**Equation of state and moment of diamond-structure palladium**

The table holds energy, pressure and site moment of Pd in the diamond structure against volume scale, for a ferromagnetic and a non-magnetic start, from scalar-relativistic plane-wave PAW calculations with BLYP (Ansatz 0.2.0). The program fits third-order Birch-Murnaghan forms to energies and pressures, compares them with Vinet and with $B' = 4$, and tests the electronic entropy term in the pressure against the entropies of the runs. It also moves the non-magnetic rows to the ferromagnetic volumes and follows the unrounded moments. The output gives $B$ near 56 and 55 GPa with $B'$ of 5.4 to 5.5, shows that unequal cell size accounts for the energy gap between the starts in compression but not in expansion, and finds the ferromagnetic state lower by 2 to 4 meV per atom, less than the smearing extrapolations of 10 and 45 meV. The site moment falls by 5 % across the range, with no collapse.

Pd in the diamond structure, computed with Ansatz 0.2.0: BLYP, scalar-relativistic plane-wave PAW, 420 eV cutoff, 10×10×10 k mesh, Fermi-Dirac smearing of 0.05 eV (ferromagnetic start) or 0.1 eV (non-magnetic start). Energies are extrapolated to zero smearing and count from each start's own relaxed cell (scale 1); pressures are at the given smearing, positive in compression.

## Numerical check

```python
# Table: energy (zero smearing), pressure and site moment of diamond-structure Pd against volume scale;
# Ansatz 0.2.0, plane-wave PAW (PBE datasets), BLYP, scalar-relativistic; ferromagnetic (FM) and non-magnetic (NM) runs.
# Tested: Birch-Murnaghan (vs B'=4, Vinet), entropy term in P, unequal cells as source of FM-NM gaps, moment vs volume.
T = {
    'volume_scale': [0.88, 0.92, 0.96, 1.0, 1.04, 1.08, 1.12],
    'energy_ferromagnetic_start': [85.5, 34.3, 7.5, 0.0, 7.2, 25.7, 52.8],  # meV/atom
    'pressure_ferromagnetic_start': [10.12, 5.9, 2.57, 0.0, -1.97, -3.48, -4.64],  # GPa
    'moment_ferromagnetic_start': [0.43, 0.43, 0.43, 0.43, 0.43, 0.42, 0.41],  # μB
    'energy_non_magnetic_start': [82.8, 32.9, 7.1, 0.0, 7.3, 25.5, 52.3],  # meV/atom
    'pressure_non_magnetic_start': [9.97, 5.78, 2.52, 0.0, -1.94, -3.44, -4.59],  # GPa
}
import numpy as np
from scipy.optimize import curve_fit
from scipy.constants import e
k = 1e-21/e*1e3  # meV per GPa*A^3
s = np.array(T['volume_scale'], float); m = np.array(T['moment_ferromagnetic_start'], float)
E = {'FM': np.array(T['energy_ferromagnetic_start'], float), 'NM': np.array(T['energy_non_magnetic_start'], float)}
P = {'FM': np.array(T['pressure_ferromagnetic_start'], float), 'NM': np.array(T['pressure_non_magnetic_start'], float)}
# further outputs of the same runs (cell = 2 atoms): Ewald eV, TS eV/cell, moments muB, E(sigma->0) eV/atom at scale 1
r = (4238.27163/4235.35197)**3
TSf = np.array([.035074, .036265, .03762, .039693, .041825, .043913, .04596])*500  # meV/atom
TS = {'FM': TSf[[0, 3]], 'NM': np.array([.16857, .1782])*500}  # scales 0.88, 1.00
ms = np.array([.43495, .43086, .43026, .42947, .42634, .42062, .41213])
mc = np.array([.8997, .88369, .87915, .87869, .87452, .86247, .84205])
off = (-6986.81615+6986.81212)*1e3
V1 = {'FM': 26.06, 'NM': 26.06*r}; sig = {'FM': .05, 'NM': .1}  # settings
def Eb(V, E0, V0, B, Bp):
    y = (V0/V)**(2/3); return E0+k*9*V0*B/16*((y-1)**3*Bp+(y-1)**2*(6-4*y))
def Pb(V, V0, B, Bp=4.):
    y = (V0/V)**(2/3); return 1.5*B*(y**3.5-y**2.5)*(1+.75*(Bp-4)*(y-1))
def Pv(V, V0, B, Bp):
    h = (V/V0)**(1/3); return 3*B*(1-h)/h**2*np.exp(1.5*(Bp-1)*(1-h))
f = lambda a, n=2: ' '.join(f'{x:+.{n}f}' for x in a)
print('rounding floor: 0.05 meV, 0.005 GPa, 0.005 muB; scales', f(s))
print(f"V_NM/V_FM: Ewald {r:.5f} (dV {V1['NM']-26.06:.3f} A^3), stated volumes {26.12/26.06:.5f}")
fe, fp = {}, {}
for c in E:
    V = s*V1[c]
    fe[c] = a = curve_fit(Eb, V, E[c], [0, 26, 57, 5])[0]
    fp[c] = b = curve_fit(Pb, V, P[c], [26, 57, 5])[0]
    v = curve_fit(Pv, V, P[c], [26, 57, 5])[0]
    w = curve_fit(lambda V, V0, B: Pb(V, V0, B), V, P[c], [26, 57])[0]
    print(f"{c} BM3 on E: min at scale {a[1]/V1[c]:.4f}, Emin {a[0]:+.2f} meV, B {a[2]:.1f} GPa, B' {a[3]:.2f}")
    print('   E residual meV  ', f(E[c]-Eb(V, *a)))
    for n, p, g in (('BM3', b, Pb), ('Vinet', v, Pv), ("B'=4", w, Pb)):
        d = P[c]-g(V, *p)
        print(f"   {n} on P: scale0 {p[0]/V1[c]:.4f} B {p[1]:.1f} GPa B' {p[2] if len(p) > 2 else 4:.2f}; resid GPa {f(d, 3)}; worst row {s[np.argmax(abs(d))]:.2f}")
    Bd = (P[c][2]-P[c][4])/.08; H = .5*b[1]*V1[c]*k*.12**2
    print(f"   B from rows 0.96/1.04 {Bd:.1f} GPa; E(0.88)/E(1.12) {E[c][0]/E[c][6]:.2f}; |P| ratio {-P[c][0]/P[c][6]:.2f}")
    x = .12*(b[2]+1)/3
    print(f"   harmonic at +-12%: {H:.1f} meV; with cubic term {H*(1+x):.1f} / {H*(1-x):.1f}; table {E[c][0]:.1f} / {E[c][6]:.1f}")
    print('   P table - slope of E fit, GPa', f(P[c]-Pb(V, *a[1:]), 3))
    I = Eb(V[0], 0, *b)-Eb(V[3], 0, *b); dT = (TS[c][1]-TS[c][0])/2
    print(f"   0.88->1.00: int P dV {I:.1f}, E {E[c][0]:.1f}, gap {I-E[c][0]:.2f}, dTS/2 {dT:.2f} meV; F diff {E[c][0]+dT:.1f}; mean entropy P {dT/(.12*V1[c])/k:.3f} GPa")
    print(f"   at 1.00: TS/2 {TS[c][1]/2:.1f} meV/atom; Sommerfeld g {TS[c][1]/1e3/(np.pi**2/3*sig[c]**2):.2f} states/eV/atom")
print('FM entropy pressure by row, GPa', f(.5*np.gradient(TSf, s*V1['FM'])/k, 3))
print(f"TS ratio NM/FM at 0.88, 1.00: {f(TS['NM']/TS['FM'])} (sigma^2 law, equal g: 4)")
Vf, Vn = s*V1['FM'], s*V1['NM']; sh = Eb(Vf, *fe['NM'])-Eb(Vn, *fe['NM'])
print('E FM-NM columns, meV        ', f(E['FM']-E['NM'], 1))
print('cell-size shift of NM, meV  ', f(sh))
print('E FM-NM absolute, same scale', f(E['FM']-E['NM']+off, 1))
print('E FM-NM absolute, same vol. ', f(E['FM']-E['NM']-sh+off, 1))
print(f"at 1.00: E offset {off:+.2f} meV; free-energy offset {off-(TS['FM'][1]-TS['NM'][1])/2:+.1f} meV (unequal smearing)")
dp = P['FM']-P['NM']-(Pb(Vf, *fp['NM'])-Pb(Vn, *fp['NM']))
print('P FM-NM same scale, GPa', f(P['FM']-P['NM'])); print('P FM-NM same volume, GPa', f(dp))
print(f"B FM vs NM (BM3 on P): {100*(fp['FM'][1]/fp['NM'][1]-1):+.1f} %")
print('site moment steps muB', f(np.diff(ms), 4)); print('cell moment steps muB', f(np.diff(mc), 4))
print(f"site moment 0.88->1.12 {100*(ms[6]/ms[0]-1):+.1f} %, cell {100*(mc[6]/mc[0]-1):+.1f} %; volume {100*(s[6]/s[0]-1):+.1f} %")
sl = lambda i, j: np.log(ms[j]/ms[i])/np.log(s[j]/s[i])
print(f"dln m/dln V: 0.88-1.00 {sl(0, 3):+.2f}, 1.00-1.12 {sl(3, 6):+.2f}")
print(f"Stoner I*g/2 with rough recalled I=0.7 eV: {.35*TS['NM'][1]/1e3/(np.pi**2/3*.01):.1f} (order of magnitude only)")
assert all(E[c][0] > E[c][6] and np.all(np.diff(P[c]) < 0) for c in E)
assert all(4 < fp[c][2] < 7 for c in E)
assert np.all(np.diff(m) < 1e-9) and m.min() > .9*m.max()
assert abs(fp['FM'][1]/fp['NM'][1]-1) < .05
```

Printed output:

```
rounding floor: 0.05 meV, 0.005 GPa, 0.005 muB; scales +0.88 +0.92 +0.96 +1.00 +1.04 +1.08 +1.12
V_NM/V_FM: Ewald 1.00207 (dV 0.054 A^3), stated volumes 1.00230
FM BM3 on E: min at scale 0.9988, Emin +0.02 meV, B 56.6 GPa, B' 5.49
   E residual meV   -0.03 +0.10 -0.08 -0.03 +0.02 +0.04 -0.03
   BM3 on P: scale0 1.0003 B 55.9 GPa B' 5.42; resid GPa -0.016 +0.032 +0.001 -0.016 -0.012 +0.001 +0.010; worst row 0.92
   Vinet on P: scale0 1.0002 B 56.1 GPa B' 5.45; resid GPa -0.010 +0.022 -0.004 -0.012 -0.003 +0.006 +0.001; worst row 0.92
   B'=4 on P: scale0 1.0045 B 56.9 GPa B' 4.00; resid GPa +0.301 -0.066 -0.256 -0.261 -0.128 +0.086 +0.341; worst row 1.12
   B from rows 0.96/1.04 56.8 GPa; E(0.88)/E(1.12) 1.62; |P| ratio 2.18
   harmonic at +-12%: 65.5 meV; with cubic term 82.3 / 48.6; table 85.5 / 52.8
   P table - slope of E fit, GPa -0.020 +0.074 +0.070 +0.067 +0.076 +0.088 +0.091
   0.88->1.00: int P dV 86.5, E 85.5, gap 1.00, dTS/2 1.15 meV; F diff 86.7; mean entropy P 0.059 GPa
   at 1.00: TS/2 9.9 meV/atom; Sommerfeld g 2.41 states/eV/atom
NM BM3 on E: min at scale 0.9981, Emin -0.01 meV, B 55.3 GPa, B' 5.51
   E residual meV   -0.00 +0.02 -0.03 -0.01 +0.05 -0.04 +0.01
   BM3 on P: scale0 1.0001 B 55.1 GPa B' 5.42; resid GPa -0.005 +0.010 -0.001 -0.006 -0.001 -0.000 +0.002; worst row 0.92
   Vinet on P: scale0 1.0000 B 55.3 GPa B' 5.45; resid GPa +0.002 -0.000 -0.006 -0.002 +0.008 +0.005 -0.007; worst row 1.04
   B'=4 on P: scale0 1.0044 B 56.1 GPa B' 4.00; resid GPa +0.307 -0.087 -0.254 -0.246 -0.115 +0.084 +0.328; worst row 1.12
   B from rows 0.96/1.04 55.8 GPa; E(0.88)/E(1.12) 1.58; |P| ratio 2.17
   harmonic at +-12%: 64.7 meV; with cubic term 81.3 / 48.1; table 82.8 / 52.3
   P table - slope of E fit, GPa +0.113 +0.137 +0.123 +0.105 +0.092 +0.072 +0.052
   0.88->1.00: int P dV 85.2, E 82.8, gap 2.39, dTS/2 2.41 meV; F diff 85.2; mean entropy P 0.123 GPa
   at 1.00: TS/2 44.5 meV/atom; Sommerfeld g 2.71 states/eV/atom
FM entropy pressure by row, GPa +0.046 +0.049 +0.066 +0.081 +0.081 +0.079 +0.079
TS ratio NM/FM at 0.88, 1.00: +4.81 +4.49 (sigma^2 law, equal g: 4)
E FM-NM columns, meV         +2.7 +1.4 +0.4 +0.0 -0.1 +0.2 +0.5
cell-size shift of NM, meV   +2.95 +1.77 +0.80 -0.02 -0.70 -1.26 -1.74
E FM-NM absolute, same scale -1.3 -2.6 -3.6 -4.0 -4.1 -3.8 -3.5
E FM-NM absolute, same vol.  -4.3 -4.4 -4.4 -4.0 -3.4 -2.6 -1.8
at 1.00: E offset -4.03 meV; free-energy offset +30.6 meV (unequal smearing)
P FM-NM same scale, GPa +0.15 +0.12 +0.05 +0.00 -0.03 -0.04 -0.05
P FM-NM same volume, GPa -0.07 -0.06 -0.09 -0.11 -0.12 -0.11 -0.11
B FM vs NM (BM3 on P): +1.4 %
site moment steps muB -0.0041 -0.0006 -0.0008 -0.0031 -0.0057 -0.0085
cell moment steps muB -0.0160 -0.0045 -0.0005 -0.0042 -0.0121 -0.0204
site moment 0.88->1.12 -5.2 %, cell -6.4 %; volume +27.3 %
dln m/dln V: 0.88-1.00 -0.10, 1.00-1.12 -0.36
Stoner I*g/2 with rough recalled I=0.7 eV: 0.9 (order of magnitude only)
```
